SOLUTION KEY: THE DIELECTRIC BOUNDARY FORCE

Part 1. Premises and conventions

Gaussian units are used, with dipoles in debye (D), lengths in Å, pressures in bar or kbar and energies in kcal/mol.

(P1) The solute is a fixed free charge density ρ lying wholly inside a closed smooth surface S. Point charges and dipoles are limits of small smooth distributions.
(P2) The medium is linear, local and isotropic: D = εE, E = −∇φ, ∇·D = 4πρ, with ε = ε_in inside S and ε = ε_out outside, both constant.
(P3) S carries no free charge, the solvent has no mobile ions and extends to infinity, there is no applied field, and φ → 0 at infinity.
(P4) The temperature is fixed, so the reversible work of charging, G = ½∫ρφ d³r, is a free energy.

The unit normal n points from the cavity into the solvent. E_t is the magnitude of the tangential field on S and D_n = D·n. A positive pressure p means a force per unit area along −n.

Part 2. A stationary functional

Define, for any trial potential ψ that vanishes at infinity,

G[ψ; ρ, ε] = ∫ [ρψ − ε|∇ψ|²/(8π)] d³r.   (1)

Vary ψ and integrate by parts: δG = ∫ [ρ + ∇·(ε∇ψ)/(4π)] δψ d³r. This vanishes for all δψ exactly when ∇·(ε∇ψ) = −4πρ, so the stationary point is ψ = φ. There a second integration by parts gives ∫ε|∇φ|² d³r = 4π∫ρφ d³r, and (1) takes the value ∫ρφ − ½∫ρφ = ½∫ρφ, the free energy of (P4).

Because (1) is stationary in ψ, the change of φ caused by a small change of ρ or ε does not contribute in first order. Only the explicit dependence remains:

δG = ∫ φ δρ d³r − (1/8π) ∫ E² δε d³r.   (2)

Equation (2) needs δε small at every point. A sharp boundary that moves changes ε by a finite amount in the swept shell, where E² has two different limits, so (2) cannot be applied to it directly.

Part 3. Moving the boundary

Step 1. Replace S by a layer of width w. Let s be the distance from S along n, and let ε(s) rise or fall smoothly from ε_in to ε_out across the layer. The limit w → 0 is taken last.

Step 2. Displace the layer along n by δh, a smooth function of position on S, with δh ≪ w. The new profile is ε(s − δh), so δε = −ε′(s) δh, which is small everywhere. With ρ fixed, (2) gives

δG = (1/8π) ∮ dA δh ∫ ε′(s) E²(s) ds,   (3)

where the volume element dA ds is correct up to terms of order w times the curvature.

Step 3. Find what is constant across the layer. From ∇×E = 0, the normal derivative of the tangential field equals the tangential gradient of E_n, plus curvature terms. These are bounded, so the tangential field changes by O(w). From ∇·D = 0 in the layer, the normal derivative of D_n equals minus the surface divergence of the tangential D, plus curvature terms, again bounded, so D_n changes by O(w). Hence E_t and D_n are constant across the layer as w → 0, and

E²(s) = E_t² + D_n²/ε(s)².

Step 4. Both terms are now exact derivatives, since ε′/ε² = −d(1/ε)/ds:

∫ ε′E² ds = (ε_out − ε_in)E_t² + (1/ε_in − 1/ε_out)D_n².

The shape of the profile has dropped out, so the sharp limit is unique.

Step 5. Write 1/ε_in − 1/ε_out = (ε_out − ε_in)/(ε_in ε_out). Then δG = ∮ p δh dA with

p = [(ε_out − ε_in)/(8π)] [E_t² + D_n²/(ε_in ε_out)].   (4)

The force per unit area is minus the gradient of G with respect to the displacement, f = −p n. The bracket is never negative, so p has the sign of ε_out − ε_in. The force always points towards the side of lower permittivity: a polar solvent presses the cavity inward, because G falls when the more polarisable medium enters the field. A tangential displacement maps S onto itself and leaves G unchanged, so the force is purely normal. In SI units the same result reads p = ½ε₀(ε_out − ε_in)[E_t² + D_n²/(ε₀² ε_in ε_out)].

Common slip: inserting the one-sided value E_out² into (3). This gives D_n²/ε_out² in place of D_n²/(ε_in ε_out), too small by the factor ε_out/ε_in for a cavity in a polar liquid.

Part 4. Equality with the jump in Maxwell stress

Define T_ij = (1/4π)[E_i D_j − ½ δ_ij E·D], symmetric because D is parallel to E. With repeated indices summed,

∂_j(E_i D_j) = 4πρE_i + εE_j ∂_j E_i = 4πρE_i + εE_j ∂_i E_j,

by Gauss's law and then ∂_j E_i = ∂_i E_j. Also ∂_i(½εE²) = ½E² ∂_i ε + εE_j ∂_i E_j. Subtracting,

∂_j T_ij = ρE_i − (E²/8π) ∂_i ε.   (5)

The right side is the force density implied by (2): carrying the charges by a uniform displacement u gives δρ = −u·∇ρ and δG = −u·∫ρE, and carrying the permittivity gives δε = −u·∇ε and δG = +u·∫(E²/8π)∇ε.

Integrate (5) over a flat box of unit face area that encloses the layer. The side walls contribute O(w), so the surface force is f = (T_out − T_in)·n. On either side E_n = D_n/ε, and

n·T·n = (1/4π)[D_n²/ε − ½(εE_t² + D_n²/ε)] = (1/8π)[D_n²/ε − εE_t²],
t·T·n = (1/4π)(E·t) D_n for any unit tangent t.

The tangential traction is built from continuous quantities and has no jump. The normal jump is

(1/8π)[D_n²(1/ε_out − 1/ε_in) − (ε_out − ε_in)E_t²] = −p.

So (T_out − T_in)·n = −p n, the same force as in Part 3.

Part 5. Zero net force and torque

Integrate (5) over a ball of radius L that contains the solute. The left side becomes the integral of T·n over the sphere. For large L the field falls at least as L⁻², so T = O(L⁻⁴) and the integral is O(L⁻²), which vanishes. The right side is the force on the charges plus the boundary force:

∫ρE d³r − ∮ p n dA = 0.   (6)

Split φ inside the cavity into the direct Coulomb potential of ρ in a uniform medium ε_in and the reaction potential φ_R, which is harmonic inside S. The direct forces cancel in pairs and a smooth charge exerts no net direct force on itself, so for point charges (6) is

Σ_i q_i E_R(r_i) = ∮ p n dA.   (7)

Equivalently, translating ρ and S together leaves G unchanged, and the two terms of (2) must cancel. Since T is symmetric, the same argument for r × f has a surface term O(L⁻¹) and gives Σ_i r_i × q_i E_R = ∮ p r × n dA. The qE forces alone do not sum to zero in general; a force field that omits the boundary term lets an isolated solute push itself through the solvent.

Part 6. Spherical cavity

Take a sphere of radius a, ε_in = 1, ε_out = ε, and an axially symmetric ρ with moments M_l = ∫ρ r^l P_l(cos θ) d³r. Between the charges and S, and outside S,

φ_in = Σ_l [M_l/r^(l+1) + A_l r^l] P_l,   φ_out = Σ_l B_l P_l/r^(l+1).

Continuity of φ at r = a gives B_l = M_l + A_l a^(2l+1). Continuity of D_n gives −(l+1)M_l + l A_l a^(2l+1) = −ε(l+1)B_l. Eliminating A_l,

B_l = (2l+1)M_l/[(l+1)ε + l],   A_l = −(l+1)(ε−1)M_l/{[(l+1)ε + l] a^(2l+1)}.   (8)

On S, D_n = ε Σ_l (l+1)B_l P_l/a^(l+2) and E_θ = −Σ_l B_l (dP_l/dθ)/a^(l+2).

(a) Born ion, M_0 = q. Then B_0 = q/ε, D_n = q/a², E_t = 0, and (4) gives

p = q²(1 − 1/ε)/(8πa⁴).   (9)

Test: the solvation free energy is ΔG = ½qA_0 = −(q²/2a)(1 − 1/ε), so dΔG/da = q²(1 − 1/ε)/(2a²) = 4πa²p, as δG = ∮p δh dA requires for uniform δh. The direct self-energy does not depend on a.

(b) Onsager cavity, a point dipole μ at the centre, M_1 = μ. Then B_1 = 3μ/(2ε+1) ≡ μ*, and the reaction field is uniform and parallel to the dipole, R = −A_1 = fμ with f = 2(ε−1)/[(2ε+1)a³]. On S,

E_t = μ* sin θ/a³,   D_n = 2εμ* cos θ/a³,

and (4) gives

p(θ) = p_eq [sin²θ + 4ε cos²θ],   p_eq = 9(ε−1)μ²/[8π(2ε+1)² a⁶].   (10)

The ratio of polar to equatorial pressure is 4ε. With cos²θ = (1 + 2P_2)/3 the bracket is 1 + (4ε−1)cos²θ = (2+4ε)/3 + (2/3)(4ε−1)P_2, so

p(θ) = p̄ + p_2 P_2(cos θ),   p̄ = 3(ε−1)μ²/[4π(2ε+1)a⁶],   p_2 = (2/3)(4ε−1)p_eq.   (11)

Test: ΔG = −½μR = −(ε−1)μ²/[(2ε+1)a³], so dΔG/da = 3(ε−1)μ²/[(2ε+1)a⁴] = 4πa²p̄. One factor 2ε+1 cancels only if the E_t and D_n terms of (4) both have the stated weights, so this tests both. The net force vanishes on each side of (7): p is even under θ → π − θ, and a uniform field exerts no force on a dipole. A normal pressure on a sphere has no torque about the centre, matching μ × R = 0.

Shape response: for δh = ηa P_2(cos θ), which conserves volume in first order, ∮P_2² dA = 4πa²/5 gives

δG = (4πa³/5) p_2 η = (3/5)[(4ε−1)/(2ε+1)] |ΔG| η.   (12)

Elongation along the dipole (η > 0) raises G, and flattening lowers it.

(c) A case where (7) is not trivial: the dipole sits on the axis at z = d. A charge q at z has M_l = q z^l; differentiating in z gives M_l = lμ d^(l−1) for the dipole. To first order in d only l = 1 and l = 2 matter, with B_1 = 3μ/(2ε+1) and B_2 = 10μd/(3ε+2).

Force on the dipole: on the axis φ_R = Σ A_l z^l, so F = μ dE_z/dz = −2μA_2 = +12(ε−1)μ²d/[(3ε+2)a⁵], directed towards the nearer wall.

Boundary force: with x = cos θ, the odd cross terms are 12εB_1B_2 x P_2(x)/a⁷ in D_n²/ε and 6B_1B_2 x(1−x²)/a⁷ in E_t². Since ∫x²P_2 dx = ∫x²(1−x²) dx = 4/15 over −1 to 1,

−∮p cos θ dA = −[(ε−1)/8π] 2πa² (4/15)(12ε+6) B_1B_2/a⁷ = −12(ε−1)μ²d/[(3ε+2)a⁵].

The two forces cancel, as (7) demands.

Part 7. Range of validity

(i) Sharp, smooth boundary. Equation (4) needs w small against the radii of curvature and against the length over which the field varies. For a molecule w is not small against a, and for a model with a smooth ε(r) the volume force −(E²/8π)∇ε of (5) replaces (4). At edges of S the fields may be singular and Step 3 fails there.

(ii) Linear, local, isotropic response. Saturation sets in when the energy of a solvent dipole in the field approaches kT, and solvent structure makes the response nonlocal over a molecular diameter.

(iii) Electrostriction. Let ε depend on the solvent number density c, and let g₀(c) be the field-free chemical potential, equal to g∞ far away. By (2), equilibrium requires g₀(c) − (E²/8π)∂ε/∂c = g∞. The field-free pressure function of the liquid then rises by c δg₀ = c(∂ε/∂c)E²/8π near the solute. The grand potential is stationary in c, so its field-free density is −p∞ + O(δc²), with δc of order E². The load on S is therefore p∞ + p up to terms in E⁴: in an equilibrated liquid electrostriction does not alter (4) at order E². It does alter it if the density is not allowed to relax.

(iv) Ions and external fields. Mobile ions add an osmotic pressure at the surface that excludes them, which must be included in (6). An applied field leaves a finite surface term in Part 5.

(v) Electrostatics only. Cavity formation, repulsion and dispersion give further boundary forces. Also, p is the derivative of a model free energy with respect to a model surface; it reaches the atoms only through the rule that ties S to the nuclear positions.

(vi) Polarisable solute. For a point polarisability α and permanent moment μ₀, G(μ) = (μ − μ₀)²/(2α) − ½fμ² is stationary at μ = μ₀/(1 − fα), a minimum for fα < 1. Stationarity gives dG/da = −½μ² df/da, and (10) holds with the enhanced μ.

Part 8. Illustration: acetonitrile in its own liquid

Given inputs, all approximate typical values near 298 K: μ = 3.9 D along the C–C–N axis, ε = 36, molar volume 53 cm³/mol, α = 4.4 Å³, surface tension γ = 29 dyn/cm, compressibility 1×10⁻⁴ bar⁻¹. The radius is fixed by setting 4πa³/3 equal to the volume per molecule, which gives a = 2.76 Å; this rounded value is used below, a³ = 21.02 Å³. Conversions: 1 D²/Å⁶ = 10¹² dyn/cm² = 10⁶ bar and 1 D²/Å³ = 14.39 kcal/mol.

Fields: 2ε+1 = 73, μ* = 0.1603 D, D_n at the pole = 0.549 D/Å³, E_t at the equator = 0.00762 D/Å³.

Pressure scale: μ²/a⁶ = 34.4 kbar, 9(ε−1)/[8π(2ε+1)²] = 2.352×10⁻³, and p_eq = 80.9 bar. From (10):

θ = 0°, bracket 144, p = 12 kbar
θ = 30°, bracket 108.25, p = 8.8 kbar
θ = 45°, bracket 72.5, p = 5.9 kbar
θ = 60°, bracket 36.75, p = 3.0 kbar
θ = 90°, bracket 1, p = 0.081 kbar

The pattern is mirrored for θ > 90°. The mean is p̄ = 3.9 kbar, reached where P_2 = 0, at θ = 54.7°, and p_2 = 7.7 kbar. The tangential term exceeds the normal term only where tan²θ > 4ε, in the belt from 85.2° to its mirror angle, so the solvent acts almost as a conductor. For scale, (9) gives 15 kbar for a singly charged ion with the same a and ε.

Energy test: ΔG = −4.99 kcal/mol, so dΔG/da = 3|ΔG|/a = 5.43 kcal/(mol Å); the area 95.7 Å² times p̄ gives the same 5.43 kcal/(mol Å). In (12) the coefficient is 1.18, so a prolate distortion η = 0.1 raises G by 0.59 kcal/mol. Acetonitrile is elongated along its dipole, so for a centred point dipole the sphere overstates the stabilisation.

Sizes of the neglected effects:

Solute polarisation. f = 0.0456 Å⁻³, fα = 0.201, μ = 4.9 D, and every pressure is multiplied by (1 − fα)⁻² = 1.57, giving 18 kbar at the poles, 6.2 kbar on average and 0.13 kbar at the equator.

Radius. Since p ∝ a⁻⁶, adding 0.5 Å to a multiplies every pressure by 0.37.

Off-centre dipole. At the poles E_t = 0 and D_n is proportional to Σ_l l(l+1)(2l+1)(±d/a)^(l−1)/[(l+1)ε + l]. For an assumed shift d = 0.3 Å the summed series multiplies the pressure by 2.1 at the near pole and 0.50 at the far pole, giving 25 and 5.8 kbar. The opposed forces of Part 6(c) are then 1.6 kcal/(mol Å) each in first order.

Saturation. Just outside the pole E = D_n/ε = 4.6 MV/cm and μE/kT = 1.4 at 298 K; at r = 2a, where the nearest solvent centres lie in this model, the ratio is 0.18. Linear response is marginal at the wall. As a rough gauge, halving ε everywhere multiplies the polar pressure by 0.95 and the equatorial one by 1.9.

Electrostriction. Assuming c ∂ε/∂c ≈ ε − 1 as an order of magnitude, the pressure rise of (iii) equals p_eq at the equator, 0.081 kbar, and is 0.32 kbar at the pole, where it compresses the liquid by about 3 %. It is as large as p at the equator, so the equatorial value rests on the cancellation shown in (iii).

Cavity term. The macroscopic estimate 2γ/a = 2.1 kbar, crude at this radius, also acts inward. It is about half of p̄ and far above p_eq.

The model therefore supports the angular form sin²θ + 4ε cos²θ for a centred dipole in a sphere, a polar load of order 10 kbar uncertain by a factor of two or more, and an equatorial electrostatic load about a hundred times smaller.